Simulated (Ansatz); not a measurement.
## A series in volume scale on Zr

All results are calculated (Ansatz 0.2.0). Free energy against uniform scaling of the volume at fixed shape and fractions; periodic cell, basis, potentials, k mesh and filling as listed.

The cell before it is scaled or strained (space group P6_3/mmc, No. 194):
```
Zr
1.0
      3.2320     0.0000     0.0000
     -1.6160     2.7990     0.0000
      0.0000     0.0000     5.1470
Zr
2
Direct
  0.33333 0.66667 0.25000
  0.66667 0.33333 0.75000
```

Settings of every row: functional PBE; dispersion D4; potentials norm-conserving; wave cutoff 897.98 eV; density cutoff 3591.9 eV; k mesh 8x8x5; k shift 0x0x0; occupations fermi dirac; smearing width 0.05 eV; spin none; SCF threshold exponent -7.

Limits: coarse k mesh, up to 40 meV an atom off; stress loosely converged.

```csv
row,volume scale,V (Å³/atom),energy above lowest point (meV/atom),pressure (GPa)
1,0.88,20.487,103.4,13.82
2,0.92,21.418,40,8.15
3,0.96,22.35,7,3.32
4,1,23.281,0,-0.78
5,1.04,24.212,14.8,-4.21
6,1.08,25.143,47.8,-7.08
7,1.12,26.075,?,?
```

Question: what energy above lowest point and pressure should row 7 give?

Worked fit of energy above lowest point. Take u = (V_r/V)^(2/3) − 1 with V_r = 22.816 Å³ an atom, which is twice the finite (Eulerian) strain; such expansions in the strain, on which the Birch-Murnaghan equation of state is built, carry the rest volume and the bulk modulus. The shown rows have u = 0.07442, 0.04305, 0.01385, -0.01336, -0.03882, -0.06269. Least squares give energy above lowest point = 0.58 + 252.2 × u + 15648 × u² − 6313 × u³ meV/atom; a parabola predicts inner rows, each left out in turn, worse (root mean square 0.66 against 0.12 meV/atom). The rows lie off it by 0.0, 0.1, -0.1, 0.0, 0.1, 0.0. Its lowest point lies at u = -0.0080, or V = 23.09 Å³ an atom, and the curvature there gives the bulk modulus at fixed shape and fractions, B = (4/9)(1 + u)² E″(u)/V = 95.9 GPa. Letting shape and atoms relax would as a rule lower it, by much in layered, chain or molecular crystals. The withheld row has u = -0.08516, so the fit gives 0.58 + 252.2 × (-0.08516) + 15648 × (-0.08516)² − 6313 × (-0.08516)³ = 96.5 meV/atom.

The calculation gave 96.2 meV/atom. The fit lies 0.3 meV/atom (0.29 % of the column's range) above it; its largest miss of a shown row is 0.1 meV/atom. This row lies beyond the range of the fit.

Worked fit of pressure. Take u = (V_r/V)^(2/3) − 1 with V_r = 22.816 Å³ an atom, which is twice the finite (Eulerian) strain; such expansions in the strain, on which the Birch-Murnaghan equation of state is built, carry the rest volume and the bulk modulus. The shown rows have u = 0.07442, 0.04305, 0.01385, -0.01336, -0.03882, -0.06269. Least squares give pressure = 1.182 + 150.23 × u + 280.1 × u² − 228 × u³ GPa; a parabola predicts inner rows, each left out in turn, worse (root mean square 0.025 against 0.008 GPa). The rows lie off it by 0.00, 0.00, 0.00, -0.01, 0.00, 0.00. The pressure vanishes at u = -0.0080, or V = 23.09 Å³ an atom, and there the bulk modulus at fixed shape and fractions is B = −V dP/dV = (2/3)(1 + u) dP/du = 96.4 GPa. Letting shape and atoms relax would as a rule lower it, by much in layered, chain or molecular crystals. The withheld row has u = -0.08516, so the fit gives 1.182 + 150.23 × (-0.08516) + 280.1 × (-0.08516)² − 228 × (-0.08516)³ = -9.44 GPa.

The calculation gave -9.5 GPa. The fit lies 0.06 GPa (0.26 % of the column's range) above it; its largest miss of a shown row is 0.01 GPa. This row lies beyond the range of the fit.
